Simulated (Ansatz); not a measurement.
**Relative energies of C2H7BO isomers**

2 of its isomers, all singlets with charge 0: A = `CB(C)O`; B = `BOCC`.

Shapes, held fixed at every level: PBE0-D4/def2-TZVP. Flexible molecules stand in one conformer, not always the lowest. Programs: Ansatz 0.2.0.

A:

```xyz
11

C    -0.0822    1.3508   -0.6170
B    -0.2149   -0.1751   -0.2757
C     0.4732   -0.8109    0.9913
O    -0.9554   -0.9360   -1.1315
H    -0.4326    1.5936   -1.6216
H    -0.6783    1.9352    0.0945
H     0.9464    1.7058   -0.5032
H     0.1481   -1.8298    1.2229
H     1.5582   -0.8416    0.8350
H     0.3208   -0.1948    1.8823
H    -1.0181   -1.8542   -0.8563
```

B:

```xyz
11

B    -0.4019    1.8090    0.6475
O    -0.7808    0.7086   -0.0138
C    -0.2539   -0.5768    0.2869
C     0.5327   -1.1052   -0.8869
H    -0.8973    2.8447    0.3091
H     0.4036    1.7331    1.5393
H     0.3696   -0.5160    1.1856
H    -1.1051   -1.2282    0.5039
H    -0.0882   -1.1355   -1.7841
H     1.4002   -0.4732   -1.0895
H     0.8865   -2.1174   -0.6773
```

Electronic energies in kJ/mol, without zero-point or thermal terms.

| level | kind | B − A |
| --- | --- | --- |
| SPW92/def2-TZVPP | LDA | +140.7 |
| PBE-D4/def2-TZVPP | GGA | +137.3 |
| B3LYP-D4/def2-TZVPP | global hybrid | +130.2 |
| PBE0-D4/def2-TZVPP | global hybrid | +139.4 |
| wB97X-V/def2-TZVPP | range-separated hybrid | +130.0 |
| B2PLYP/def2-TZVPP | double hybrid | +131.7 |
| MP2/def2-TZVPP | perturbation theory | +138.6 |
| CCSD(T)/CBS estimate | coupled cluster or CI | +135.4 |

The highest level, CCSD(T)/CBS estimate, puts A lowest of these. All levels agree on that. The B − A difference spans +130.0 to +140.7 kJ/mol over the levels. The CBS estimate extrapolates MP2 from def2-TZVPP and def2-QZVPP and adds CCSD(T) − MP2 in the triple-zeta set, cores frozen.

Dimethylborinic acid (A) lies well below ethoxyborane (B), by +135.4 kJ/mol at the coupled-cluster level, and the spread among methods is small beside that gap. Both molecules keep a B–O bond in which an oxygen lone pair donates into the empty boron p orbital, so this stabilisation largely cancels. The difference is better traced to the remaining bonds: going from A to B exchanges two B–C bonds, an O–H and a C–H bond for two B–H bonds, a C–O and a C–C bond. B–C and B–H bonds are of broadly similar strength, whereas O–H and C–H are together considerably stronger than C–O and C–C. Hyperconjugation from the methyl groups into the boron p orbital probably favours A further.

The functionals do not converge steadily on the coupled-cluster value with increasing sophistication: PBE-D4 lies closer to it than either global hybrid or the double hybrid, which suggests error cancellation. The energy gap does not show how readily B would rearrange to A, since that depends on the barrier.
